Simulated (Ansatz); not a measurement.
A series in volume scale on Cu2Te

Results calculated with Ansatz 0.2.0, not measured. Free energy against uniform scaling of the volume at fixed shape and fractions; periodic cell, basis, potentials, k mesh and filling as listed.

The cell before it is scaled or strained (space group P6/mmm, No. 191):
```
CELL_PARAMETERS angstrom
4.30400 0.00000 0.00000
-2.15200 3.72740 0.00000
0.00000 0.00000 8.52350
ATOMIC_POSITIONS crystal
Cu 0.66667 0.33333 0.15195
Cu 0.33333 0.66667 0.15195
Cu 0.33333 0.66667 0.84805
Cu 0.66667 0.33333 0.84805
Te 0.00000 0.00000 0.26619
Te 0.00000 0.00000 0.73381
```

Settings of every row: functional LDA; dispersion none; potentials PAW; wave cutoff 435.38 eV; density cutoff 1741.5 eV; k mesh 6x6x3; k shift 0x0x0; occupations methfessel paxton; smearing width 0.1 eV; spin none.

Limits: a layered crystal: even scaling strains the bonds within the layers, so this curve is stiffer than the crystal under pressure; coarse k mesh, up to 40 meV an atom off; minimum outside the range; no spin-orbit coupling, which can matter with elements this heavy; the cell comes from a prototype or a list of computed structures and needn't be the stable phase.

```
row  volume scale  V (Å³/atom)  energy above lowest point (meV/atom)
  1          0.94       21.423                                     0
  2          0.96       21.878                                   7.6
  3          0.98       22.334                                  18.7
  4             1        22.79                                  33.2
  5          1.02       23.246                                     ?
  6          1.04       23.702                                  70.3
  7          1.06       24.157                                  92.4
```

Question: what energy above lowest point should row 5 give?

Worked fit of energy above lowest point. Take u = (V_r/V)^(2/3) − 1 with V_r = 22.562 Å³ an atom, which is twice the finite (Eulerian) strain; such expansions in the strain, on which the Birch-Murnaghan equation of state is built, carry the rest volume and the bulk modulus. The shown rows have u = 0.03514, 0.02074, 0.00679, -0.00668, -0.03233, -0.04452. Least squares give energy above lowest point = 25.58 − 1069.1 × u + 9705 × u² meV/atom; a straight line predicts inner rows, each left out in turn, worse (root mean square 6 against 0.069 meV/atom). The rows lie off it by 0.0, 0.0, -0.1, 0.0, 0.0, 0.0. The withheld row has u = -0.01971, so the fit gives 25.58 − 1069.1 × (-0.01971) + 9705 × (-0.01971)² = 50.4 meV/atom.

The calculation gave 50.4 meV/atom. The fit meets it to the printed digit.
